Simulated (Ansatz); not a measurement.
Ligand exchange: GeH(CH3)2Br + SiH2(SiH3)Br → GeH(CH3)2(SiH3) + SiH2Br2

Gas-phase species: GeH(CH3)2Br, singlet; SiH2(SiH3)Br, singlet; GeH(CH3)2(SiH3), singlet; SiH2Br2 (dibromosilane) `Br[SiH2]Br`, singlet. The partners trade Br for SiH3: Ge–Br and Si–SiH3 bonds give way to Ge–SiH3 and Si–Br.

Shapes, held fixed at every level: PBE0-D4/def2-TZVP. Programs: Ansatz 0.2.0. Electronic energies: no zero-point or thermal term.

```
               level                   kind  ΔE (kJ/mol)  less CCSD(T)/def2-TZVPP
   PBE-D4/def2-TZVPP                    GGA         -4.3                     -0.3
r2SCAN-D4/def2-TZVPP               meta-GGA         -4.4                     -0.4
 B3LYP-D4/def2-TZVPP          global hybrid         -3.1                     +0.9
  PBE0-D4/def2-TZVPP          global hybrid         -3.0                     +1.0
   B2PLYP/def2-TZVPP          double hybrid         -3.7                     +0.3
     CCSD/def2-TZVPP  coupled cluster or CI         -2.9                     +1.1
  CCSD(T)/def2-TZVPP  coupled cluster or CI         -4.0                      0.0
```

The highest level, CCSD(T)/def2-TZVPP, gives ΔE = -4.0 kJ/mol; the levels span -4.4 to -2.9. That is about zero within the method's error. The column of differences is taken from that level and isn't an error. No measured value is set beside it here. Relativity is left out for Br, Ge. Outer-core shells of Br, Ge are correlated, in sets that cover them unevenly.

The exchange is close to thermoneutral, and the calculation supports no clear preference of bromide or silyl for either centre. Each side has two bromides on silicon or germanium and one bond between two such atoms, so most of the bonding energy cancels. Bromide generally binds more strongly to silicon than to germanium, which favours the products, while replacing Si–Si by the usually somewhat weaker Ge–Si bond works the other way. Substituents probably also matter: the electron-releasing methyl groups support the polar Ge–Br bond lost in the reaction, whereas the second bromine in SiH2Br2 competes for electron density at the same silicon.

The same conservation of bond types probably explains why such different functionals lie close together. The perturbative triples move the coupled-cluster value from -2.9 to -4.0 kJ/mol, a shift comparable to the whole spread, so the order of the functionals carries little chemical meaning. The net energy alone can't separate intrinsic bond preferences from these substituent effects.
